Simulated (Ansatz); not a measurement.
GaP: the change of phonon heat capacity and phonon entropy with temperature

All results are calculated (Ansatz 0.2.0). Harmonic phonon free energy (zero-point part included), entropy and heat capacity at constant volume from interpolated force constants; periodic cell, basis, potentials, k mesh and filling as listed.

Structure of every row (space group F-43m, No. 216):
```
cell vectors (Å)
   0.0000     2.7252     2.7252
   2.7252     0.0000     2.7252
   2.7252     2.7252     0.0000
atoms (fractions of the cell vectors)
Ga  0.00000  0.00000  0.00000
P   0.25000  0.25000  0.25000
```

Settings of every row: functional RPBE; dispersion none; potentials PAW; wave cutoff 530.62 eV; density cutoff 2122.5 eV; k mesh 6x6x6; k shift 0x0x0; occupations fermi dirac; smearing width 0.1 eV; spin none; lower state search light; extra bands 2; phonon method finite displacements; phonon supercell 2x2x2; dipole term of polar modes included.

Limits: volume not checked for rest.

| row | temperature (K) | phonon heat capacity (k_B/atom) | phonon entropy (k_B/atom) | phonon free energy (meV/atom) |
| --- | --- | --- | --- | --- |
| 1 | 100 | 1.325 | 0.97 | 42.97 |
| 2 | 300 | ? | ? | ? |
| 3 | 500 | 2.848 | 4.611 | -62.7 |
| 4 | 700 | 2.921 | 5.583 | -150.99 |
| 5 | 900 | 2.952 | 6.321 | -253.83 |

Question: what phonon heat capacity and phonon entropy should row 2 give?

Worked fit of phonon heat capacity. At high temperature a harmonic heat capacity falls short of its limit by a term in 1/T², so take t = (100 K / T)². The shown rows have t = 1, 0.04, 0.02041, 0.01235. Least squares give phonon heat capacity = 2.9994 − 3.8733 × t + 2.199 × t² k_B/atom; a straight line predicts inner rows, each left out in turn, worse (root mean square 0.036 against 0.00083 k_B/atom). All shown rows lie on it to the printed digit. The constant, 2.9994 k_B/atom, is to be held against the harmonic limit of 3 k_B an atom. The withheld row has t = 0.11111, so the fit gives 2.9994 − 3.8733 × (0.11111) + 2.199 × (0.11111)² = 2.596 k_B/atom.

The calculation gave 2.613 k_B/atom. The fit lies 0.017 k_B/atom (1 % of the column's range) below it; its largest miss of a shown row is 0.000 k_B/atom.

Worked fit of phonon entropy. Entropy rises as the heat capacity times the change of ln T, so take t = ln(T / 300 K). The shown rows have t = -1.0986, 0.5108, 0.8473, 1.0986. Least squares give phonon entropy = 3.2953 + 2.43822 × t + 0.29249 × t² k_B/atom; a straight line predicts inner rows, each left out in turn, worse (root mean square 0.16 against 0.028 k_B/atom). The rows lie off it by 0.000, -0.006, 0.012, -0.006 (root mean square 0.0073 k_B/atom). The slope at t = 0, 2.44 k_B/atom, estimates the heat capacity at 300 K. The withheld row has t = 0, so the fit gives 3.2953 + 2.43822 × (0) + 0.29249 × (0)² = 3.295 k_B/atom.

The calculation gave 3.208 k_B/atom. The fit lies 0.087 k_B/atom (2.7 % of the value, 1.6 % of the column's range) above it; its largest miss of a shown row is 0.012 k_B/atom.

The other values of row 2: phonon free energy 5.54 meV/atom.
